**Solution key: Preisach density of a PZT film with a series dielectric layer**

**(a) Where congruency enters.** A hysteron of output $\pm1$ switches up at $\alpha$ and down at $\beta\le\alpha$, with density $\mu(\alpha,\beta)$ in C V$^{-2}$. Descending from positive saturation to $F_r$ and rising to $F$ leaves down those with $\beta>F_r$, $\alpha>F$:
$$p(F_r,F)=P_s-2\int_F^\infty\! d\alpha\int_{F_r}^{\alpha}\! d\beta\,\mu,\qquad \mu(F,F_r)=-\tfrac12\,\partial_{F_r}\partial_F\,p .$$
The coercive field is $(F-F_r)/2$, the bias $(F+F_r)/2$, and reversible response sits on $F=F_r$. A rate-independent hysteresis is Preisach exactly when it has wiping-out and congruency (Mayergoyz 1986). Congruency lets the height $T(F_1,F_2)=p(F_1,F_2)-p(F_1,F_1)$ serve every loop between $F_1$ and $F_2$, whatever the history. This presumes that the field at the hysterons depends on the input alone.

**(b) Feedback.** The film has thickness $d$, constant reversible permittivity $\varepsilon_b$ and switching polarisation $P$. The insulating layer has $t$, $\varepsilon_i$. Put $E_a=V/d$, $s=t/(\varepsilon_i d)$. Continuity of $D=\varepsilon_0\varepsilon_bF+P$ and $E_a=F+sD/\varepsilon_0$ give
$$F=H-kP,\quad H=\kappa E_a,\quad \kappa=\frac1{1+s\varepsilon_b},\quad k=\frac{\kappa s}{\varepsilon_0},\quad D=\varepsilon_0\varepsilon_b\kappa E_a+\kappa P .$$
Wiping-out survives, since $dH=(1+k\,dP/dF)\,dF$ keeps $F$ monotonic in $H$. Congruency fails: offsetting a loop by $\delta P$ at fixed end values of $H$ changes its height by $-k\,\delta P(\partial_1+\partial_2)T$ to first order in $k$.

**(c) Apparent density.** Let $\chi=\partial_Fp$, $\psi=\partial_{F_r}p$, $\chi_d=dp(F_r,F_r)/dF_r$. From $H=F+kp(F_r,F)$ and $H_r=F_r+kp(F_r,F_r)$:

- $\partial_HP=\chi/(1+k\chi)$;
- $dF_r=dH_r/(1+k\chi_d)$;
- at fixed $H$, $dF=-k\psi\,dF_r/(1+k\chi)$.

With $\partial_{F_r}\chi=-2\mu$, the density $\rho=-\tfrac12\partial_{H_r}\partial_HP$ is
$$\rho=\frac{\mu+\dfrac{k\psi\,\partial_F\chi}{2(1+k\chi)}}{(1+k\chi)^2(1+k\chi_d)}=\mu-k\left[(2\chi+\chi_d)\mu-\tfrac12\psi\,\partial_F\chi\right]+O(k^2),$$
evaluated at corresponding points. The density taken from $D(E_a)$ is $\kappa^3\rho$. That factor is a history-independent rescaling.

**(d) Gaussian model.** Let $\phi$ be the standard normal density, $Q(y)=\int_y^\infty\phi$, $y=(F-E_c)/\sigma$, $v=(F_r+E_c)/\sigma$, $\mu=P_s\phi(y)\phi(v)/\sigma^2$. For $E_c\gg\sigma$, $p=P_s[1-2Q(y)Q(v)]$ and $\chi_d=2P_s\phi(v)/\sigma$. With $\lambda=kP_s/\sigma$,
$$\frac\rho\mu=\frac{1+2\lambda Q(v)[\phi(y)-yQ(y)]}{[1+2\lambda Q(v)\phi(y)]^3[1+2\lambda\phi(v)]}.$$
This is positive, because $\phi(y)-yQ(y)=\int_y^\infty(u-y)\phi(u)\,du>0$. Also $\iint\rho\,dH\,dH_r=P_s$, so weight is spread and not lost. At the centre $y=v=0$, with $x=\lambda/\sqrt{2\pi}$,
$$\frac\rho\mu=\frac1{(1+x)^2(1+2x)}=1-4x+11x^2-\dots$$
There $p=P_s/2$ while $p(F_r,F_r)=0$. The centre maps to $(H_r,H)=(-E_c,\,E_c+kP_s/2)$, so its bias and its coercive field each rise by $kP_s/4$.

**(e) Size.** Inputs chosen as typical of PZT films: $P_s=0.30$ C m$^{-2}$, $E_c=10$ MV m$^{-1}$, $\varepsilon_b=300$. Illustrative inputs: $\sigma=3$ MV m$^{-1}$, $t=1$ nm, $\varepsilon_i=40$, that is $\varepsilon_0\varepsilon_i/t=0.35$ F m$^{-2}$. All are held fixed as $d$ changes. The Gaussian weight falling on $\alpha<\beta$ is $1.2\times10^{-6}$ of $P_s$ and is ignored.

| $d$ | $\kappa$ | $kP_s$ (MV/m) | $x$ | $1-4x$ | full $\rho/\mu$ | $\kappa^3$ | $kP_s/4$ (MV/m) |
|---|---|---|---|---|---|---|---|
| 2 µm | 0.996 | 0.422 | 0.0561 | 0.78 | 0.81 | 0.989 | 0.105 |
| 200 nm | 0.964 | 4.08 | 0.543 | −1.17 | 0.20 | 0.895 | 1.02 |

At 2 µm the first correction is $4x=0.22$ and the next is $11x^2=0.035$. At 200 nm $2x>1$, the series diverges, and only the closed form applies. The model's central density falls to 0.20 of $\mu$, or 0.18 when taken from $D(E_a)$.

**(f) A rival effect.** The layer field $P_s/(\varepsilon_0\varepsilon_i)=0.85$ GV m$^{-1}$ approaches typical oxide breakdown fields, about 1 GV m$^{-1}$, so a real layer is expected to pass charge. Interface charge $-fP$ replaces $k$ by $(1-f)k$. For $f=1/2$ the 200 nm ratio rises from 0.20 to 0.40. The insulating-layer model therefore overstates the suppression, by a factor of about two if half of $P$ is screened, and charge injection that lags the field also breaks rate independence.